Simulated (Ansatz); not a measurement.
## AlSn: the change of energy above lowest point with volume scale

Free energy against uniform scaling of the volume at fixed shape and fractions; periodic cell, basis, potentials, k mesh and filling as listed. The results are calculated, by Ansatz 0.2.0.

The cell before it is scaled or strained (space group P-6m2, No. 187):
```
AlSn
1.0
      4.1981     0.0000     0.0000
     -2.0991     3.6357     0.0000
      0.0000     0.0000     3.3068
Al Sn
1 1
Direct
  0.00000 0.00000 0.00000
  0.33333 0.66667 0.50000
```

Settings of every row: functional r2SCAN; dispersion none; potentials PAW; wave cutoff 530.62 eV; density cutoff 2122.5 eV; k mesh 8x8x9; k shift 0x0x0; occupations cold; smearing width 0.1 eV; spin none.

Limits: coarse k mesh, up to 40 meV an atom off; the cell comes from a prototype or a list of computed structures and needn't be the stable phase.

```
row  volume scale  V (Å³/atom)  energy above lowest point (meV/atom)
  1           0.9       22.712                                  26.9
  2         0.925       23.343                                  10.9
  3          0.95       23.974                                   2.2
  4         0.975       24.605                                     0
  5             1       25.236                                   3.4
  6         1.025       25.867                                  11.6
  7          1.05       26.498                                  23.8
  8         1.075       27.129                                  39.4
  9           1.1       27.759                                     ?
```

Question: what energy above lowest point should row 9 give?

Worked fit of energy above lowest point. Take u = (V_r/V)^(2/3) − 1 with V_r = 24.921 Å³ an atom, which is twice the finite (Eulerian) strain; such expansions in the strain, on which the Birch-Murnaghan equation of state is built, carry the rest volume and the bulk modulus. The shown rows have u = 0.06383, 0.04457, 0.02616, 0.00854, -0.00834, -0.02453, -0.04008, -0.05502. Least squares give energy above lowest point = 1.11 − 202.2 × u + 9227 × u² + 4401 × u³ meV/atom; a parabola predicts inner rows, each left out in turn, worse (root mean square 0.24 against 0.083 meV/atom). The rows lie off it by 0.0, 0.1, 0.0, -0.1, 0.0, 0.0, 0.0, 0.0. Its lowest point lies at u = 0.0109, or V = 24.52 Å³ an atom, and the curvature there gives the bulk modulus at fixed shape and fractions, B = (4/9)(1 + u)² E″(u)/V = 55.6 GPa. Letting shape and atoms relax would as a rule lower it, by much in layered, chain or molecular crystals. The withheld row has u = -0.06938, so the fit gives 1.11 − 202.2 × (-0.06938) + 9227 × (-0.06938)² + 4401 × (-0.06938)³ = 58.1 meV/atom.

The calculation gave 58 meV/atom. The fit lies 0.1 meV/atom (0.17 % of the column's range) above it, one unit of the last digit. This row lies beyond the range of the fit.
